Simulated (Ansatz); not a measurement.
# TiO₂: the change of energy above lowest point with volume scale

All results are calculated (Ansatz 0.2.0). Free energy against uniform scaling of the volume at fixed shape and fractions; periodic cell, basis, potentials, k mesh and filling as listed.

The cell before it is scaled or strained (space group I4_1/amd, No. 141):
```
CELL_PARAMETERS angstrom
-1.89210 1.89210 4.75730
1.89210 -1.89210 4.75730
1.89210 1.89210 -4.75730
ATOMIC_POSITIONS crystal
Ti 0.00000 0.00000 0.00000
Ti 0.75000 0.25000 0.50000
O 0.20810 0.20810 0.00000
O 0.95810 0.45810 0.50000
O 0.54190 0.04190 0.50000
O 0.79190 0.79190 0.00000
```

Settings of every row: functional PBE; dispersion none; potentials PAW; wave cutoff 500 eV; density cutoff 2000 eV; k mesh 8x8x8; k shift 0x0x0; occupations fixed; smearing width 0 eV; spin none.

| row | volume scale | V (Å³/atom) | energy above lowest point (meV/atom) |
| --- | --- | --- | --- |
| 1 | 0.94 | 10.673 | 58.7 |
| 2 | 0.96 | 10.9 | 32.8 |
| 3 | 0.98 | 11.127 | 14.9 |
| 4 | 1 | 11.354 | ? |
| 5 | 1.02 | 11.581 | 0 |
| 6 | 1.04 | 11.808 | 1.6 |
| 7 | 1.06 | 12.035 | 8.5 |

Question: what energy above lowest point should row 4 give?

Worked fit of energy above lowest point. Take u = (V_r/V)^(2/3) − 1 with V_r = 11.354 Å³ an atom, which is twice the finite (Eulerian) strain; such expansions in the strain, on which the Birch-Murnaghan equation of state is built, carry the rest volume and the bulk modulus. The shown rows have u = 0.0421, 0.02758, 0.01355, -0.01311, -0.0258, -0.03809. Least squares give energy above lowest point = 4.21 + 551 × u + 17533 × u² + 2905 × u³ meV/atom; a parabola predicts inner rows, each left out in turn, worse (root mean square 0.068 against 0.016 meV/atom). All shown rows lie on it to the printed digit. Its lowest point lies at u = -0.0158, or V = 11.63 Å³ an atom, and the curvature there gives the bulk modulus at fixed shape and fractions, B = (4/9)(1 + u)² E″(u)/V = 206 GPa. Letting shape and atoms relax would as a rule lower it, by much in layered, chain or molecular crystals. The withheld row has u = 0, so the fit gives 4.21 + 551 × (0) + 17533 × (0)² + 2905 × (0)³ = 4.2 meV/atom.

The calculation gave 4.2 meV/atom. The fit meets it to the printed digit.
